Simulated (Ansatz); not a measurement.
**Ligand exchange: C2H4ClIn + C2H5FSn → C2H4FIn + C2H5ClSn**

Species: C2H4ClIn `C=[CH][InH][Cl]`, singlet; C2H5FSn `C[CH2][Sn][F]`, singlet; C2H4FIn `C=[CH][InH][F]`, singlet; C2H5ClSn `C[CH2][Sn][Cl]`, singlet. The partners trade Cl for F: In–Cl and Sn–F bonds give way to In–F and Sn–Cl.

Shapes, held fixed at every level: PBE0-D4/def2-TZVP. Flexible molecules stand in one conformer, not always the lowest. Programs: Ansatz 0.2.0. Electronic energies: no zero-point or thermal term.

```json
{"level": "HF/def2-TZVPP", "kind": "Hartree–Fock", "ΔE (kJ/mol)": "+24.5", "less CCSD(T)/def2-TZVPP": "+3.9", "CPU time (sum over the molecules)": "–"}
{"level": "PBE-D4/def2-TZVPP", "kind": "GGA", "ΔE (kJ/mol)": "+17.1", "less CCSD(T)/def2-TZVPP": "-3.5", "CPU time (sum over the molecules)": "36 s"}
{"level": "r2SCAN-D4/def2-TZVPP", "kind": "meta-GGA", "ΔE (kJ/mol)": "+19.6", "less CCSD(T)/def2-TZVPP": "-1.0", "CPU time (sum over the molecules)": "63 s"}
{"level": "wB97M-V/def2-TZVPP", "kind": "range-separated hybrid", "ΔE (kJ/mol)": "+21.8", "less CCSD(T)/def2-TZVPP": "+1.2", "CPU time (sum over the molecules)": "2.6 min"}
{"level": "wB97X-V/def2-TZVPP", "kind": "range-separated hybrid", "ΔE (kJ/mol)": "+22.3", "less CCSD(T)/def2-TZVPP": "+1.7", "CPU time (sum over the molecules)": "1.8 min"}
{"level": "MP2/def2-SVP", "kind": "perturbation theory", "ΔE (kJ/mol)": "+21.3", "less CCSD(T)/def2-TZVPP": "+0.7", "CPU time (sum over the molecules)": "–"}
{"level": "CCSD(T)/def2-TZVPP", "kind": "coupled cluster or CI", "ΔE (kJ/mol)": "+20.6", "less CCSD(T)/def2-TZVPP": "0.0", "CPU time (sum over the molecules)": "17 min"}
```

The highest level, CCSD(T)/def2-TZVPP, gives ΔE = +20.6 kJ/mol; the levels span +17.1 to +24.5. The column of differences is taken from that level and isn't an error. No measured value is set beside it here. For atoms past krypton def2 sets carry core potentials with scalar relativity. Correlated rows may include outer-core shells of In, Sn, which these sets cover unevenly. Times are processor times on shared x86 and Arm servers, and rough.

The exchange is uphill at every level, so in these molecules fluoride favours tin and chloride favours indium. The preference is one of pairing: it means that replacing chloride by fluoride gains more energy at tin than at indium, even though fluoride binds strongly to both metals.

The cause probably lies in the different valence states. Divalent tin keeps a lone pair of largely 5s character and bonds mainly through its 5p orbitals, which makes for strongly polar bonds that suit the more electronegative halogen. Trivalent indium draws its 5s orbital into bonding, and its more covalent bonds suffer less when fluoride gives way to the softer chloride. Both metals also have a formally empty p orbital that can accept halogen π density, so such donation alone doesn't single out tin.

Hartree–Fock already gives the sign and somewhat overshoots the size of the effect, which suggests that it stems from bond polarity and orbital make-up rather than from electron correlation. The exchange energy fixes only a difference between the two metals, not the strength of any single metal–halogen bond.
